**Assigning 20-electron ions from their 3s and 3d orbitals**

The table holds eigenvalues and mean radii of the 3d and 3s orbitals of the 20-electron ions Sc⁺ to Ga¹¹⁺ from non-relativistic, configuration-average Hartree-Fock at the basis limit. The program tests hydrogenic radii and the expansion $\varepsilon = -Z^2/18 + e_1 Z + b + c/Z$, with $e_1$ computed from hydrogenic Coulomb and exchange integrals, as tools to assign five unlabelled rows. Steps of $13.5/\langle r\rangle$(3s) give the spacings 3, 2, 2, 2, and the slope of ε(3s) places the mid-points of the 3d² pairs 0.2 to 0.4 units below their true Z. Sc⁺ (3d¹ 4s¹) lies 0.23 to 0.27 hartree below the extrapolation from the 3d² rows, against 0.03 to 0.04 in a control that ends one charge higher and so understates the extrapolation error, and 0.25 from a frozen-orbital estimate for 3d that relaxation reduces. The gap changes by about −0.27 hartree per proton (hydrogenic limit −0.263), and the ratio of mean radii passes 1 near Z = 27.8, a crossing that depends on the measure of size.

Isoelectronic ions with 20 electrons, Sc⁺ to Ga¹¹⁺, in the ground configurations listed by NIST, computed with B-spline radial code 1 at the basis-set limit. The method is non-relativistic Hartree-Fock, averaged over the configuration, with a point nucleus; ε is an orbital eigenvalue and <r> an orbital mean radius.

## Analysis program

```python
# Table: 3d and 3s eigenvalues and mean radii, 20-electron ions Sc+ to Ga11+; B-spline radial code,
# non-relativistic Hartree-Fock, configuration average. Tested: hydrogenic radii and the 1/Z expansion
# e = -Z^2/18 + e1*Z + b + c/Z (e1 from hydrogenic integrals) as tools to assign five unlabelled rows.
T = {
    'ion': ['Sc+', 'Ti2+', 'V3+', 'Cr4+', 'Mn5+', 'Fe6+', 'Co7+', 'Ni8+', 'Cu9+', 'Zn10+', 'Ga11+'],
    'Z': [21, 22, 23, 24, 25, 26, 27, 28, 29, 30, 31],
    'charge': [1, 2, 3, 4, 5, 6, 7, 8, 9, 10, 11],  # e
    'configuration': ['[Ar] 3d1 4s1', '[Ar] 3d2', '[Ar] 3d2', '[Ar] 3d2', '[Ar] 3d2', '[Ar] 3d2', '[Ar] 3d2', '[Ar] 3d2', '[Ar] 3d2', '[Ar] 3d2', '[Ar] 3d2'],
    'e_3d': [-0.597739, -0.987835, -1.6934, -2.52886, -3.48751, -4.56594, -5.76209, -7.07456, -8.50239, -10.0448, -11.7013],  # hartree
    'e_3s': [-2.81572, -3.45329, -4.42803, -5.53662, -6.76914, -8.12118, -9.59033, -11.1751, -12.8745, -14.6879, -16.6147],  # hartree
    'gap': [-2.21798, -2.46545, -2.73463, -3.00776, -3.28163, -3.55523, -3.82824, -4.10055, -4.37215, -4.64308, -4.91339],  # hartree
    'r_3d': [1.6123, 1.4022, 1.1635, 1.0115, 0.90191, 0.81739, 0.74942, 0.69314, 0.64555, 0.60462, 0.56896],  # bohr
    'r_3s': [1.0805, 1.0141, 0.94383, 0.88173, 0.82696, 0.77847, 0.73532, 0.69671, 0.66196, 0.63054, 0.60199],  # bohr
    'r_ratio': [0.67014, 0.72325, 0.81121, 0.87171, 0.9169, 0.95239, 0.98119, 1.0051, 1.0254, 1.0429, 1.058],
}
import numpy as np
from scipy.special import eval_genlaguerre
from scipy.integrate import cumulative_trapezoid as ct, trapezoid as tz
from scipy.constants import physical_constants as pc
from sympy.physics.wigner import wigner_3j
ion = T['ion']
Z, ed, es, gap, rd, rs, rr = (np.array(T[k], float) for k in ['Z', 'e_3d', 'e_3s', 'gap', 'r_3d', 'r_3s', 'r_ratio'])
r = np.exp(np.linspace(np.log(1e-5), np.log(150), 40000))
def P(n, l):
    p = r**(l+1)*np.exp(-r/n)*eval_genlaguerre(n-l-1, 2*l+1, 2*r/n)
    return p/np.sqrt(tz(p*p, r))
def S(k, A, B):
    o = ct(B/r**(k+1), r, initial=0)
    return tz(A*(ct(B*r**k, r, initial=0)/r**(k+1) + r**k*(o[-1]-o)), r)
def pair(a, b):  # configuration-average repulsion of two electrons, hydrogenic orbitals, Z = 1
    pa, pb, la, lb = P(*a), P(*b), a[1], b[1]
    c = lambda k: float(wigner_3j(la, k, lb, 0, 0, 0))**2
    if a == b:
        return S(0, pa*pa, pa*pa) - (2*la+1)/(4*la+1)*sum(c(k)*S(k, pa*pa, pa*pa) for k in range(2, 2*la+1, 2))
    return S(0, pa*pa, pb*pb) - 0.5*sum(c(k)*S(k, pa*pb, pa*pb) for k in range(abs(la-lb), la+lb+1, 2))
occ = {(1, 0): 2, (2, 0): 2, (2, 1): 6, (3, 0): 2, (3, 1): 6, (3, 2): 2}
e1s, e1d = (sum((q-(a == b))*pair(a, b) for b, q in occ.items()) for a in [(3, 0), (3, 2)])
print(f"hydrogenic e1 for [Ar]3d2 (hartree per Z): 3s {e1s:.4f}, 3d {e1d:.4f}, gap slope {e1s-e1d:.4f}")
print(f"energy screening 9*e1: 3s {9*e1s:.2f}, 3d {9*e1d:.2f}; limit of radius ratio 27/21 = {27/21:.3f}")
h = np.array([0, 3, 5, 7, 9]); zs, zd = 13.5/rs, 10.5/rd
print("unlabelled rows, largest <r>(3s) first: <r>3s, 13.5/<r>3s, 10.5/<r>3d, 13.5/<r>3s+11.25 (Slater), true Z")
for i in h: print(f"  {rs[i]:.4f} {zs[i]:.2f} {zd[i]:.2f} {zs[i]+11.25:.2f} {Z[i]:.0f} {ion[i]}")
st = np.diff(zs[h]); n = np.round(st)
print("steps of 13.5/<r>3s:", " ".join(f"{x:.2f}" for x in st), "| of 10.5/<r>3d:", " ".join(f"{x:.2f}" for x in np.diff(zd[h])))
print("gap change per unit Z between them (hartree):", " ".join(f"{x:.4f}" for x in np.diff(gap[h])/n))
print("mid-point Z = 9*(e1 - slope): slope 3s, Z from 3s, Z from 3d, mid Z if set starts at 21, at 22")
for j in range(4):
    a, b = h[j], h[j+1]; s = (es[b]-es[a])/n[j]; m = 21+n[:j].sum()+n[j]/2
    print(f"  pair {j+1}-{j+2}: {s:.4f} {9*(e1s-s):.2f} {9*(e1d-(ed[b]-ed[a])/n[j]):.2f} {m:.1f} {m+1:.1f}")
def miss(e, idx, sh):
    z = Z[idx]+sh; M = np.c_[z, np.ones(5), 1/z]; y = e[idx]+z*z/18
    c = np.linalg.lstsq(M[1:], y[1:], rcond=None)[0]; d = y-M@c
    return d[0], np.abs(d[1:]).max()
print("lowest row minus extrapolation from upper four (hartree); largest fit residual in brackets")
for lab, idx, sh in [("unlabelled, start Z=21", h, 0), ("unlabelled, start Z=22", h, 1), ("control Mn,Co,Cu,Ga to Ti2+", h+1, 0)]:
    print(f"  {lab}: 3s %.3f (%.4f), 3d %.3f (%.4f)" % (miss(es, idx, sh)+miss(ed, idx, sh)))
Eh = pc['Hartree energy in eV'][0]
dd, ds = 15.59489-2/63*(7.161469+4.445129), 8.575294-1.36645/10  # Slater integrals (eV) from the Sc+ run
print(f"Sc+ frozen orbitals: 3d-3d {dd:.2f} eV, 3d-4s {ds:.2f} eV, change {(ds-dd)/Eh:.3f} hartree; -e(3d) {-ed[0]*Eh:.2f} eV")
print("ion: Z-13.5/<r>3s, Z-10.5/<r>3d, gap/e(3s); from previous row: local e1 3s, 3d, gap step, ratio step")
for i in range(len(Z)):
    t = f"  {ion[i]}: {Z[i]-zs[i]:.2f} {Z[i]-zd[i]:.2f} {gap[i]/es[i]:.3f}"
    if i:
        m = (Z[i]+Z[i-1])/18
        t += f"; {es[i]-es[i-1]+m:.3f} {ed[i]-ed[i-1]+m:.3f} {gap[i]-gap[i-1]:.4f} {rr[i]-rr[i-1]:.4f}"
    print(t)
c = np.polyfit(Z[1:], gap[1:], 1); d = gap-np.polyval(c, Z); w = 1+np.abs(d[1:]).argmax()
print(f"straight line of gap, 3d2 rows: slope {c[0]:.4f}; worst {ion[w]} {d[w]:.4f}; Sc+ (3d1 4s1, not fitted) {d[0]:.4f} hartree")
print(f"last gap step exceeds hydrogenic slope by {100*((gap[-1]-gap[-2])/(e1s-e1d)-1):.0f} %; table rounding at most 0.00005 hartree")
print(f"radius ratio = 1 at Z = {np.interp(1, rr, Z):.2f}; Ni8+ above 1 by {100*(rr[7]-1):.2f} %; Ga11+ is {100*rr[-1]*21/27:.0f} % of 27/21")
X = {'V3+': (0.821005, 0.85911, 1.022301, 1.665847, 1.474341, 1.093072),  # same runs, 3s then 3d: r of maximum, <r^2>, <1/r>
     'Fe6+': (0.691227, 0.640075, 0.692245, 0.8003424, 1.80272, 1.508559),
     'Cu9+': (0.596213, 0.517672, 0.4993203, 0.4934486, 2.136067, 1.884689)}
for k, v in X.items(): print(f"{k} 3s/3d: radius of maximum {v[0]/v[1]:.3f}, <r^2> {v[2]/v[3]:.3f}, <1/r> {v[4]/v[5]:.3f}")
assert (gap < 0).all() and (np.diff(gap) < 0).all() and (np.diff(gap/es) < 0).all()
assert list(n) == [3, 2, 2, 2]
assert rr[6] < 1 < rr[7] and (np.diff(rr) > 0).all() and rr[-1] < 27/21
assert np.ptp((Z-zs)[1:]) < 0.3 < np.ptp((Z-zd)[1:])
```

Running it gives:

```
hydrogenic e1 for [Ar]3d2 (hartree per Z): 3s 1.4436, 3d 1.7062, gap slope -0.2626
energy screening 9*e1: 3s 12.99, 3d 15.36; limit of radius ratio 27/21 = 1.286
unlabelled rows, largest <r>(3s) first: <r>3s, 13.5/<r>3s, 10.5/<r>3d, 13.5/<r>3s+11.25 (Slater), true Z
  1.0805 12.49 6.51 23.74 21 Sc+
  0.8817 15.31 10.38 26.56 24 Cr4+
  0.7785 17.34 12.85 28.59 26 Fe6+
  0.6967 19.38 15.15 30.63 28 Ni8+
  0.6305 21.41 17.37 32.66 30 Zn10+
steps of 13.5/<r>3s: 2.82 2.03 2.04 2.03 | of 10.5/<r>3d: 3.87 2.47 2.30 2.22
gap change per unit Z between them (hartree): -0.2633 -0.2737 -0.2727 -0.2713
mid-point Z = 9*(e1 - slope): slope 3s, Z from 3s, Z from 3d, mid Z if set starts at 21, at 22
  pair 1-2: -0.9070 21.16 21.15 22.5 23.5
  pair 2-3: -1.2923 24.62 24.52 25.0 26.0
  pair 3-4: -1.5270 26.74 26.64 27.0 28.0
  pair 4-5: -1.7564 28.80 28.72 29.0 30.0
lowest row minus extrapolation from upper four (hartree); largest fit residual in brackets
  unlabelled, start Z=21: 3s -0.270 (0.0009), 3d -0.231 (0.0008)
  unlabelled, start Z=22: 3s -0.271 (0.0010), 3d -0.232 (0.0008)
  control Mn,Co,Cu,Ga to Ti2+: 3s -0.043 (0.0006), 3d -0.031 (0.0005)
Sc+ frozen orbitals: 3d-3d 15.23 eV, 3d-4s 8.44 eV, change -0.249 hartree; -e(3d) 16.27 eV
ion: Z-13.5/<r>3s, Z-10.5/<r>3d, gap/e(3s); from previous row: local e1 3s, 3d, gap step, ratio step
  Sc+: 8.51 14.49 0.788
  Ti2+: 8.69 14.51 0.714; 1.751 1.999 -0.2475 0.0531
  V3+: 8.70 13.98 0.618; 1.525 1.794 -0.2692 0.0880
  Cr4+: 8.69 13.62 0.543; 1.503 1.776 -0.2731 0.0605
  Mn5+: 8.68 13.36 0.485; 1.490 1.764 -0.2739 0.0452
  Fe6+: 8.66 13.15 0.438; 1.481 1.755 -0.2736 0.0355
  Co7+: 8.64 12.99 0.399; 1.475 1.748 -0.2730 0.0288
  Ni8+: 8.62 12.85 0.367; 1.471 1.743 -0.2723 0.0239
  Cu9+: 8.61 12.73 0.340; 1.467 1.739 -0.2716 0.0203
  Zn10+: 8.59 12.63 0.316; 1.464 1.735 -0.2709 0.0175
  Ga11+: 8.57 12.55 0.296; 1.462 1.732 -0.2703 0.0151
straight line of gap, 3d2 rows: slope -0.2724; worst Ga11+ 0.0025; Sc+ (3d1 4s1, not fitted) -0.0258 hartree
last gap step exceeds hydrogenic slope by 3 %; table rounding at most 0.00005 hartree
radius ratio = 1 at Z = 27.79; Ni8+ above 1 by 0.51 %; Ga11+ is 82 % of 27/21
V3+ 3s/3d: radius of maximum 0.956, <r^2> 0.614, <1/r> 1.349
Fe6+ 3s/3d: radius of maximum 1.080, <r^2> 0.865, <1/r> 1.195
Cu9+ 3s/3d: radius of maximum 1.152, <r^2> 1.012, <1/r> 1.133
```
